## What G0W0 adds to a PBE level

A PBE calculation gives a band structure cheaply, but its gap is usually too small. A G0W0 calculation starts from the same states and corrects each level separately, at a much higher cost. A cheap short cut is the scissors correction: cut the band structure at the gap and lift all empty bands by one amount. These notes ask how good that short cut is for layered lead oxide, and test it on three states whose results are hidden at first.

One-shot G0W0 on PBE for layered PbO (P4/nmm, a = 3.980 Å, c = 5.001 Å, cell relaxed with r2SCAN+rVV10), computed with Ansatz 0.2.0 using plane-wave PAW, a 420 eV cutoff, a 4×4×4 k mesh, 298 empty bands and a 140 eV screening cutoff, without spin polarisation. Kohn–Sham and quasiparticle levels are each counted from their own valence top.

```
band  b (fraction of the reciprocal vector)  c (fraction of the reciprocal vector)  kohn sham level (eV)  quasiparticle level (eV)  exchange less vxc (eV)  correlation (eV)
  v2                                      0                                      0                -1.676                    -1.643                  -5.028             4.687
  v1                                      0                                      0                 0.000                     0.000                  -2.608             2.233
  c1                                      0                                      0                 2.409                     3.087                   4.022            -3.718
  c2                                      0                                      0                     ?                         ?                       ?                 ?
  v2                                      0                                   0.25                     ?                         ?                       ?                 ?
  v1                                      0                                   0.25                     ?                         ?                       ?                 ?
  c1                                      0                                   0.25                 2.071                     2.662                   3.938            -3.721
  c2                                      0                                   0.25                 4.584                     5.238                   4.321            -4.042
  v2                                      0                                   -0.5                -1.704                    -1.674                  -4.996             4.652
  v1                                      0                                   -0.5                -0.933                    -1.029                  -3.944             3.474
  c1                                      0                                   -0.5                 1.994                     2.586                   3.963            -3.744
  c2                                      0                                   -0.5                 4.021                     4.628                   4.177            -3.944
  v2                                   0.25                                      0                -1.946                    -1.987                  -4.849             4.434
  v1                                   0.25                                      0                -0.198                    -0.261                  -2.881             2.445
  c1                                   0.25                                      0                 3.587                     4.425                   4.148            -3.684
  c2                                   0.25                                      0                 3.597                     4.248                   4.003            -3.726
  v2                                   0.25                                   0.25                -1.779                    -1.857                  -4.538             4.086
  v1                                   0.25                                   0.25                -0.409                    -0.471                  -3.165             2.730
  c1                                   0.25                                   0.25                 2.890                     3.518                   3.650            -3.396
  c2                                   0.25                                   0.25                 3.304                     4.086                   4.072            -3.664
  v2                                   -0.5                                   -0.5                -0.988                    -1.078                  -3.650             3.185
  v1                                   -0.5                                   -0.5                -0.988                    -1.078                  -3.650             3.185
  c1                                   -0.5                                   -0.5                 3.106                     3.892                   3.621            -3.209
  c2                                   -0.5                                   -0.5                 3.106                     3.892                   3.621            -3.209
```

In the table, v1 and v2 are the highest and second highest filled bands at a k point, and c1 and c2 the lowest two empty ones. The Kohn–Sham level is the PBE energy, and the quasiparticle level is the energy for removing or adding an electron. Each is counted from its own valence top. The correction is their difference,

$$\Delta = E_{\mathrm{QP}} - E_{\mathrm{KS}}.$$

This is the quantity to be forecast. It is what the expensive step contributes, and a scissors forecast of it needs no knowledge of the hidden Kohn–Sham levels.

## Two large terms and a small remainder

The column "exchange less vxc" is what happens when the PBE exchange-correlation potential is replaced by Fock exchange. Fock exchange lowers a state through its overlap with the filled states. A filled state is one of them and is lowered strongly, while an empty state is lowered much less. PBE uses one local potential for both and misses much of this distinction. The replacement therefore pushes filled levels down relative to empty ones, on average by 7.9 eV in the known rows.

The column "correlation" works the other way. When an electron is added or removed, the other electrons rearrange around the new charge and lower the energy of the charged crystal. That brings empty levels down and filled levels up, and so narrows the gap again. Here it takes back 7.2 eV, about nine tenths of what exchange had opened.

The lift of the empty bands is the remainder:

$$7.889 - 7.153 = 0.736\ \mathrm{eV}.$$

The two columns add up to the printed corrections by construction, once the same sum for the valence top is subtracted. This bookkeeping shows where the lift comes from but does not test the theory.

The same reasoning gives the direction for a different kind of oxide. In magnesium oxide, with its wide gap and tightly held electrons, the surroundings respond less to an added charge. Correlation is then expected to cancel a smaller share of the exchange step and to leave a larger lift than in lead oxide.

## Does the correction follow the energy?

The scissors model has two constants, one for filled and one for empty levels, fitted to all known rows. An alternative is a stretch, in which the correction grows linearly with the Kohn–Sham energy across the whole table. Fitted to the same rows, the stretch has a typical error of 0.13 eV, against 0.07 eV for the scissors. What matters most is which side of the gap a state lies on.

One pair of states shows why no smooth rule based on energy alone can be exact. At (0.25, 0) the two empty levels are only 0.01 eV apart in PBE, yet their corrections differ by 0.19 eV. In G0W0 they change order, so that the band labelled c1 ends above c2. Two states at almost the same energy can evidently feel exchange and screening differently.

The likely reason is orbital character. The empty bands of lead oxide are known to be built largely from Pb 6p, with an oxygen part that changes from state to state. The run shows that the two states at (0.25, 0) do differ in kind. The PBE exchange-correlation potential, averaged over the state, is 2.8 eV deeper for c1 than for c2, so c1 is expected to lie more where the electrons are dense. Which orbitals make the difference remains a guess, since no orbital weights were printed.

## Three forecasts

For c2 at (0, 0) the scissors value is kept. The same band is lifted by 0.65 eV at (0, 0.25) and by 0.61 eV at (0, −0.5), which hints at a value below the average. But its level moves by more than half an eV between those two points, so they are a weak guide. The known filled levels have an average correction of −0.046 eV, because the zero is tied to the valence top and most other filled levels sink slightly against it. Adding the step gives

$$\Delta(\mathrm{c2}) = -0.046 + 0.736 = 0.690\ \mathrm{eV}.$$

For v1 at (0, 0.25) the scissors value for filled levels is used as it stands.

For v2 at (0, 0.25) there is a reason to deviate. At (0, 0) and (0, −0.5) this band has nearly the same level, exchange term and correlation term, which suggests one kind of state all along the stacking direction of the layers. Its correction at both points is about +0.03 eV, so the midpoint should be similar. The three points do lie on one line: their first k coordinate, which the table does not print, is 0 for each.

The midpoint rule can be tried on c1, where all three points are known. There it gives a correction 0.04 eV too high, so it deserves no narrow error bar. The forecasts are:

- c2 at (0, 0): +0.69 ± 0.09 eV
- v1 at (0, 0.25): −0.05 ± 0.05 eV
- v2 at (0, 0.25): +0.03 ± 0.05 eV

The ranges are about one standard deviation, so one miss in three would be no surprise.

## The computed values

The withheld rows as computed:

```
band  b (fraction of the reciprocal vector)  c (fraction of the reciprocal vector)  kohn sham level (eV)  quasiparticle level (eV)  exchange less vxc (eV)  correlation (eV)
  c2                                      0                                      0                 5.531                     6.143                   4.569            -4.331
  v2                                      0                                   0.25                -1.689                    -1.657                  -5.014             4.672
  v1                                      0                                   0.25                -0.343                    -0.368                  -3.123             2.724
```

All three corrections fall within their ranges, but they teach different things.

The correction of c2 is 0.612 eV, so the forecast was 0.08 eV too high, an error in the direction its two neighbours had hinted at. Compared with the average known empty level, this state gains 0.61 eV more from exchange but loses 0.69 eV more to correlation. The miss is the difference between these two large deviations. Why correlation wins by this margin in this state cannot be read from the table.

The same state is the hardest test of the stretch. It is the highest level in the whole table, and yet it receives one of the smaller lifts among the empty states. The straight line, even when given the revealed Kohn–Sham level, puts the correction 0.42 eV too high. In this table the apparent rise with energy is mostly the step at the gap, and the fitted line should not be continued into the higher bands.

For v1 the computed correction is −0.025 eV, slightly above the forecast. The difference is well within the scatter of the known filled levels and calls for no cause of its own.

For v2 the forecast agrees with the computed +0.032 eV to the digits given, where the plain scissors value would have been 0.08 eV too low. The exchange and correlation terms also lie within a few thousandths of an eV of the mean of their neighbours. This supports the reason given for the forecast: the state hardly changes between the three points. The closeness is a property of this band and not of the midpoint rule, as the trial on c1 shows.

## Using a scissors correction

For the listed states of this material, one rigid lift recovers most of what G0W0 adds to a PBE band structure. Among the known rows the worst error of the scissors is 0.15 eV. That is good enough for a first view of how far these states move apart. It is not good enough to decide which of two close empty bands lies lower, because a rigid lift can never change their order.

Adding the lift to the PBE gap does not yet give a value to compare with experiment. Spin–orbit coupling is missing; it is strong in Pb 6p and would generally lower the conduction edge. The finite bands, cutoff and mesh act in the other direction, since such settings typically leave G0W0 gaps several per cent too small. 
The average lift also misses the G0W0 gap of this very run. The lowest empty state on the mesh lies at (−0.5, −0.5, 0) in full k coordinates, a point the table does not list. There G0W0 opens the gap by only 0.43 eV, whereas the rigid lift fitted here would open it by 0.74 eV. A scissors correction meant for the gap should therefore be set at the band edges, not by an average over many states.

Both fits and the main differences between listed states are in the output printed below. The lift at the conduction minimum and the averaged potentials come from further output of the same run.

The analysis program printed:

```
fit of shift on 21 rows: constant -0.0457 +/- 0.023, coefficient of empty 0.736 +/- 0.032; rms 0.0704, worst c1 -0.148, leave-one-out rms 0.0776
  rows outside the fit (model, value, miss): c2 0.6903, 0.612, 0.0783; v2 -0.0457, 0.032, -0.0777; v1 -0.0457, -0.025, -0.0207
fit of shift on 21 rows: constant 0.1594 +/- 0.034, coefficient of ks 0.1576 +/- 0.014; rms 0.132, worst c2 0.228, leave-one-out rms 0.147
  rows outside the fit (model, value, miss): c2 1.031, 0.612, 0.419; v2 -0.1067, 0.032, -0.139; v1 0.1053, -0.025, 0.13
mean correction of known filled levels, eV: -0.0457
mean correction of known empty levels, eV: 0.6903
standard deviation of correction, known filled levels, eV: 0.04955
standard deviation of correction, known empty levels, eV: 0.0905
step from filled to empty in exchange less vxc, eV: 7.889
step from filled to empty in correlation, eV: -7.153
share of the exchange step cancelled by correlation, percent: 90.67
range of exchange less vxc among known filled levels, eV: 2.42
range of correlation among known filled levels, eV: 2.454
Kohn-Sham distance of c2 above c1 at (0.25, 0), eV: 0.01
correction of c1 less that of c2 at (0.25, 0), eV: 0.187
correlation coefficient of correction with Kohn-Sham level, known empty levels: 0.2415
midpoint rule tried on known c1 at (0, 0.25), rule less computed correction, eV: 0.044
midpoint forecast of correction for v2 at (0, 0.25), eV: 0.0315
miss of that v2 forecast, forecast less computed, eV: -0.0005
exchange less vxc of withheld v2 less mean of its two neighbours, eV: -0.002
correlation of withheld v2 less mean of its two neighbours, eV: 0.0025
exchange less vxc of withheld c2 less mean of known empty levels, eV: 0.6112
correlation of withheld c2 less mean of known empty levels, eV: -0.6895
```
